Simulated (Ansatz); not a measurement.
TiO: pressure and energy above given cell against volume ratio

Results calculated with Ansatz 0.2.0, not measured. Plane-wave density functional theory, PAW datasets, Gaussian smearing 0.05 eV: equation of state, the given cell scaled in volume with shape and atoms relaxed at each volume.

The cell before it is scaled or strained (space group P4_2/mmc, No. 131):
```
CELL_PARAMETERS angstrom
3.14550 0.00000 0.00000
0.00000 3.14550 0.00000
0.00000 0.00000 4.86020
ATOMIC_POSITIONS crystal
Ti 0.00000 0.50000 0.00000
Ti 0.50000 0.00000 0.50000
O 0.00000 0.00000 0.25000
O 0.00000 0.00000 0.75000
```

Settings of every row: paw set soft_2; functional PBEsol; spin treatment collinear; moment partition spheres; spin axis none; wave cutoff 420 eV; k mesh 10x10x6; symmetry use detected.

Atom hubbard u: 0 on all atoms.

Limits: not tested for a lower state; starting moments were lost; the cell comes from a prototype or a list of computed structures and needn't be the stable phase.

```csv
row,volume ratio,V (Å³/atom),pressure (GPa),energy above given cell (meV per atom)
1,0.96,11.541,?,?
2,0.98,11.781,4.073,3.02
3,1,12.022,0.033,0
4,1.02,12.262,-3.606,2.76
5,1.04,12.503,-6.889,10.7
```

Question: what pressure and energy above given cell should row 1 give?

Worked fit of pressure. Take u = (V_r/V)^(2/3) − 1 with V_r = 12.142 Å³ an atom, which is twice the finite (Eulerian) strain; such expansions in the strain, on which the Birch-Murnaghan equation of state is built, carry the rest volume and the bulk modulus. The shown rows have u = 0.02033, 0.00664, -0.00653, -0.01934. Least squares give pressure = −1.8334 + 275.665 × u + 733.88 × u² GPa; a straight line predicts inner rows, each left out in turn, worse (root mean square 0.18 against 0.0083 GPa). The rows lie off it by -0.001, 0.004, -0.004, 0.001. The pressure vanishes at u = 0.0065, or V = 12.02 Å³ an atom, and there the bulk modulus with shape and atoms relaxed is B = −V dP/dV = (2/3)(1 + u) dP/du = 191 GPa. The withheld row has u = 0.03442, so the fit gives −1.8334 + 275.665 × (0.03442) + 733.88 × (0.03442)² = 8.524 GPa.

The calculation gave 8.554 GPa. The fit lies 0.030 GPa (0.19 % of the column's range) below it; its largest miss of a shown row is 0.004 GPa. This row lies beyond the range of the fit.

Worked fit of energy above given cell. Take u = (V_r/V)^(2/3) − 1 with V_r = 12.142 Å³ an atom, which is twice the finite (Eulerian) strain; such expansions in the strain, on which the Birch-Murnaghan equation of state is built, carry the rest volume and the bulk modulus. The shown rows have u = 0.02033, 0.00664, -0.00653, -0.01934. Least squares give energy above given cell = 0.701 − 209.54 × u + 15907.7 × u² meV per atom; a straight line predicts inner rows, each left out in turn, worse (root mean square 4 against 0.026 meV per atom). The rows lie off it by 0.00, -0.01, 0.01, 0.00. Its lowest point lies at u = 0.0066, or V = 12.02 Å³ an atom, and the curvature there gives the bulk modulus with shape and atoms relaxed, B = (4/9)(1 + u)² E″(u)/V = 191 GPa. The withheld row has u = 0.03442, so the fit gives 0.701 − 209.54 × (0.03442) + 15907.7 × (0.03442)² = 12.34 meV per atom.

The calculation gave 12.42 meV per atom. The fit lies 0.08 meV per atom (0.64 % of the column's range) below it; its largest miss of a shown row is 0.01 meV per atom. This row lies beyond the range of the fit.
